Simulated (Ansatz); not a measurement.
Relaxed sheet of PtSe$_{2}$, cell area A = 11.900 Å²:

```yaml
crystal:
  lattice:
    - [3.70687, 0.00000, 0.00000]
    - [-1.85343, 3.21024, 0.00000]
    - [0.00000, 0.00000, 31.12162]
  periodic: [true, true, false]
  atoms:
    - { symbol: Se, position: [0.66667, 0.33333, 0.45743] }
    - { symbol: Pt, position: [0.00000, 0.00000, 0.50000] }
    - { symbol: Se, position: [0.33333, 0.66667, 0.54257] }
```

Level of theory: DFT PBE+D3(BJ), scalar-relativistic, plane waves, PAW in Ansatz. Plane waves to 420 eV, a k mesh through Γ of 12×12×1 on the computed 3-atom cell and Gaussian smearing (0.02 eV); no spin polarisation. The sheet is isolated along c (Coulomb cut-off).

Under biaxial strain, atoms relaxed, stress positive in compression; ΔE is the free energy at this smearing, of which the stress is the derivative:

```
strain (%)  σxx (N/m)  σyy (N/m)  ΔE (meV/cell) thickness (Å)
        -2      1.971      1.971          28.06          2.733
        +2     -1.771     -1.771          27.16          2.568
```

(1) Which in-plane elastic constants follow from the stresses?

(2) Do the energies agree?

(3) The unstrained thickness between the outer atoms is 2.649 Å. How does it respond?

(4) The gap on the k mesh is 1.276 eV at −2 %, 1.379 eV unstrained and 1.360 eV at +2 %. What is its slope?

Results:

(1) With εxx = εyy = ε the tension along x is (C11 + C12)ε. The central difference gives C11 + C12 = (1.971 − (-1.771))/0.04 = 93.5 N/m and C22 + C12 = 93.5 N/m. The layer modulus for a change of area, (C11 + C22 + 2C12)/4, is 46.8 N/m.

(2) The second difference [ΔE(−ε) + ΔE(+ε)]/(A·ε²) = (28.06 + 27.16) meV/(11.900 Å² × 0.0004) × 16.02 N/m per eV/Å² = 185.8 N/m should equal C11 + C22 + 2C12 = 187.1 N/m; they differ by 0.7 %, so the two routes agree. The stress in compression and in tension differ in size because of the third-order constants.

(3) d ln t/dε = (2.568 − 2.733)/(2.649 × 0.04) = -1.56: the sheet thins as it is stretched, as its bonds turn towards the plane.

(4) On the stretched side -9 meV a percent, on the compressed side 51 meV a percent. The slopes differ in sign or size, which suggests that different band extrema set the gap on the two sides.

The sheet takes up biaxial strain largely by changing its bond angles. With the printed thicknesses, the Pt–Se bonds lengthen or shorten proportionally much less than the lattice, because the Se planes are free to move towards or away from the Pt plane. This relaxation makes the layer softer than it would be at fixed thickness. The larger stress in compression reflects the usual anharmonicity, with repulsion rising faster than bonding weakens.

The gap falls on both sides of the unstrained cell, much more strongly in compression. In octahedral d⁶ Pt(IV), it separates filled Se p and Pt t₂g-derived states from empty, antibonding Pt e_g–Se p states. Stretching probably reduces the Pt–Se splitting, while compression broadens the Se p bands through closer in-plane contacts. Three points fit a smooth maximum as well as a switch of band extrema, so the unequal slopes alone do not establish a switch. Equal biaxial strain also leaves C11 and C12 unseparated, and with them the in-plane Poisson ratio and the shear stiffness.
